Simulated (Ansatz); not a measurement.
## Abstraction of Br: SnH3Br + CH2Br → SnH3 + CH2Br2

Species: SnH3Br `[Br][SnH3]`, singlet; CH2Br `[CH2]Br`, doublet; SnH3 `[SnH3]`, doublet; CH2Br2 (dibromomethane) `BrCBr`, singlet. A radical takes Br: the energy is the difference in strength between the Sn–Br bond broken and the C–Br bond made.

Shapes, held fixed at every level: PBE0-D4/def2-TZVP. Programs: Ansatz 0.2.0. The zero-point and thermal change to 298 K, harmonic and unscaled (PBE0-D4/def2-TZVP), is +5.2 kJ/mol.

```
               level                    kind  ΔH(298 K) (kJ/mol)  less CCSD(T)/def2-TZVPP  CPU time (sum over the molecules)
    SPW92/def2-TZVPP                     LDA               +42.2                    -17.7                              8.9 s
   PBE-D4/def2-TZVPP                     GGA               +54.4                     -5.5                               15 s
r2SCAN-D4/def2-TZVPP                meta-GGA               +72.9                    +13.0                               31 s
  wB97M-V/def2-TZVPP  range-separated hybrid               +60.5                     +0.6                               63 s
  wB97X-V/def2-TZVPP  range-separated hybrid               +69.9                    +10.0                               48 s
    CCSD(T)/def2-SVP   coupled cluster or CI               +63.3                     +3.4                               16 s
       CCSD/def2-SVP   coupled cluster or CI               +68.3                     +8.4                                  –
  CCSD(T)/def2-TZVPP   coupled cluster or CI               +59.9                      0.0                            1.8 min
```

The highest level, CCSD(T)/def2-TZVPP, gives ΔH(298 K) = +59.9 kJ/mol; the levels span +42.2 to +72.9. The column of differences is taken from that level and isn't an error. No measured value is set beside it here. Open shells run unrestricted. For atoms past krypton def2 sets carry core potentials with scalar relativity. Relativity is left out for Br. Outer-core shells of Br, Sn are correlated in most correlated rows, in sets that cover them unevenly. Times are processor times on shared x86 and Arm servers, and rough.

Every level makes bromine transfer from tin to carbon endothermic, so the Sn–Br bond broken is stronger than the C–Br bond formed. The main reason is polarity: tin is much more electropositive than carbon, and the ionic contribution to its bond with bromine outweighs the poorer overlap of its larger, more diffuse orbitals. The bromine already on CH2Br probably adds to the preference by delocalising lone-pair density into the half-filled carbon orbital, stabilising the radical that is consumed. Read backwards, the reaction is the familiar halogen abstraction by stannyl radicals that drives tin-mediated dehalogenation.

The sign is secure across the methods, but the magnitude is less so. Going from LDA through GGA to meta-GGA raises the enthalpy past the coupled-cluster value, and the two range-separated hybrids differ noticeably, so the near-coincidence of wB97M-V with CCSD(T) may owe something to error cancellation. The reaction enthalpy alone doesn't establish the barrier or the rate in either direction.
